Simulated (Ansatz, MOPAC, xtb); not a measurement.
AlSiNH6O (SMILES O[SiH2][NH][AlH2]): methods side by side

The runs start from one conformer, not always the lowest.

AlSiNH6O, singlet, SMILES `O[SiH2][NH][AlH2]`. Each level relaxes the structure for itself.

Each level gives the highest harmonic wavenumber at each level's own minimum (cm⁻¹). The values are calculated.

```
                             level            kind  program  value (cm⁻¹)
                              MNDO  semi-empirical    MOPAC          4146
                             MNDOD  semi-empirical    MOPAC          4036
                          GFN2-xTB  semi-empirical      xtb          3698
                          GFN1-xTB  semi-empirical      xtb          3821
                         HF/STO-3G    Hartree–Fock   Ansatz          4245
                          HF/3-21G    Hartree–Fock   Ansatz          3984
   HF/6-31G* (Cartesian functions)    Hartree–Fock   Ansatz          4139
                      PBE/def2-SVP             GGA   Ansatz          3766
                 PBE0-D4/def2-TZVP   global hybrid   Ansatz          3925
B3LYP/6-31G* (Cartesian functions)   global hybrid   Ansatz          3805
```

Harmonic and unscaled. The values span 3698 to 4245 cm⁻¹.

The highest mode is almost certainly the O–H stretch of the silanol group, since N–H stretches normally lie lower and Si–H and Al–H stretches far lower. Its position reflects the light hydrogen and the stiff, polar O–H bond. All three Hartree–Fock values lie above all three density-functional ones. The cleanest comparison is in the 6-31G* basis, where the wavenumber falls from 4139 to 3805 cm⁻¹ on going from Hartree–Fock to B3LYP. Without correlation, the antibonding configurations that soften a bond as it stretches are missing, so the curvature at the minimum is too large.

Basis set matters too, and not monotonically: within Hartree–Fock, 3-21G gives the lowest value and STO-3G the highest. The gap between PBE and PBE0-D4 therefore cannot be assigned to exact exchange alone. Among the semi-empirical methods, MNDO and MNDOD resemble Hartree–Fock, whereas the two xTB variants fall near or below the density functionals, which probably reflects their parametrisation. Agreement on this localised stretch would say little about how well the softer Si–N–Al framework is described.
